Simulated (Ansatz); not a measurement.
Ti3O4: a vibration from a frozen displacement

Method: Ansatz, DFT r2SCAN, scalar-relativistic, plane waves, PAW. Cutoff 500 eV, Γ-centred 8×8×14 k-points, Gaussian smearing of 0.15 eV. No spin polarisation. Energies are free energies at this smearing, counted from the undisturbed cell; pressure is positive in compression.

The undisturbed cell (relaxed at this level; it needn't be the usual structure):

```
Ti O
1.0
     2.92423   -4.06089    0.00000
     2.92423    4.06089    0.00000
     0.00000    0.00000    2.99892
Ti O
3 4
Direct
  0.00000 0.00000 0.50000
  0.50000 0.00000 0.00000
  0.00000 0.50000 0.00000
  0.76538 0.76538 0.00000
  0.25732 0.74268 0.50000
  0.23462 0.23462 0.00000
  0.74268 0.25732 0.50000
```

Every O atom is moved by x along the Cartesian unit vector (0.000, 0.000, 1.000); the cell and all other atoms stay fixed. The cell's volume is 71.22 Å³; the moved atoms weigh 63.996 u together and the others 143.601 u. Some rows repeat others by symmetry and weren't run.

| x (Å) | ΔE (meV/cell) | total force on the moved atoms along the move (eV/Å) | pressure (GPa) |
| --- | --- | --- | --- |
| -0.1000 | 182.25 | 3.6778 | 1.5281 |
| -0.0875 | 139.24 | 3.2050 | 1.1756 |
| -0.0750 | 102.11 | 2.7370 | 0.8704 |
| -0.0500 | 45.25 | 1.8142 | 0.4010 |
| -0.0250 | 11.29 | 0.9040 | 0.1195 |
| 0.0000 | 0.00 | 0.0000 | 0.0256 |
| 0.0250 | 11.29 | -0.9040 | 0.1195 |
| 0.0500 | 45.25 | -1.8142 | 0.4010 |
| 0.0750 | 102.11 | -2.7370 | 0.8704 |
| 0.0875 | 139.24 | -3.2050 | 1.1756 |
| 0.1000 | 182.25 | -3.6778 | 1.5281 |

Problem. What frequency belongs to this motion?

Solution. The force constant is k = −dF/dx = 36.160 eV/Å², from the parabola through x = -0.0250, 0 and 0.0250. In every cell the moved atoms swing against the rest, so the mass is μ = m₁m₂/(m₁ + m₂) = 44.268 u, and ν̃ = 521.5 cm⁻¹ × √(|k|/μ) = 471 cm⁻¹. The pattern needn't be a normal mode: ν̃² is then a weighted mean of the squared nonzero frequencies at the zone centre of this cell, so it lies between the lowest and the highest of them.

Problem. How far does the harmonic law reach?

Solution. At x = -0.100 Å, kx²/2 = 180.80 meV against the computed 182.25 meV (+0.8 %): the well is still close to harmonic there.

Problem. The pressure changes with x². What does that say about the frequency under compression?

Solution. With E = k(V)x²/2, k ∝ V^(−2γ) and x scaling with the cell as V^(1/3), P − P0 = −∂E/∂V = (2γ − 2/3) ΔE/V. At x = 0.0500 Å, V(P − P0) = 71.22 × 0.37543 / 160.2 eV = 166.90 meV and ΔE = 45.25 meV, so γ = 1/3 + V(P − P0)/(2ΔE) = 2.18. This is the Grüneisen parameter of the motion under uniform scaling of the cell: shrinking the cell evenly by 1 % in volume raises the frequency by about 2.18 %.

No gap shows at this level, though a semilocal functional can close a small gap that the real compound has; without a gap these slopes depend on the k mesh and the smearing.

Moving the oxygen sublattice against titanium along the short axis meets a stiff, nearly harmonic restoring force, so the undisturbed cell shows no tendency to polar off-centring along this coordinate. The structure is a rocksalt derivative with ordered titanium vacancies, and the displacement shortens some Ti–O bonds while lengthening their counterparts on the opposite side. Short-range repulsion in the compressed bonds outweighs the gain from stronger covalency there, which also explains the slight hardening at large amplitude and the rise of the frequency under uniform compression.

In d⁰ titanates, mixing of filled O 2p with empty Ti 3d states favours off-centring. Here the average titanium oxidation state lies below +4, and the remaining d electrons probably weaken that drive by partly occupying the t₂g-derived states, while metallic screening suppresses the long-range dipolar forces that would assist it. The positive curvature doesn't establish dynamical stability, since another combination of displacements, or one with a longer repeat, could still be soft.
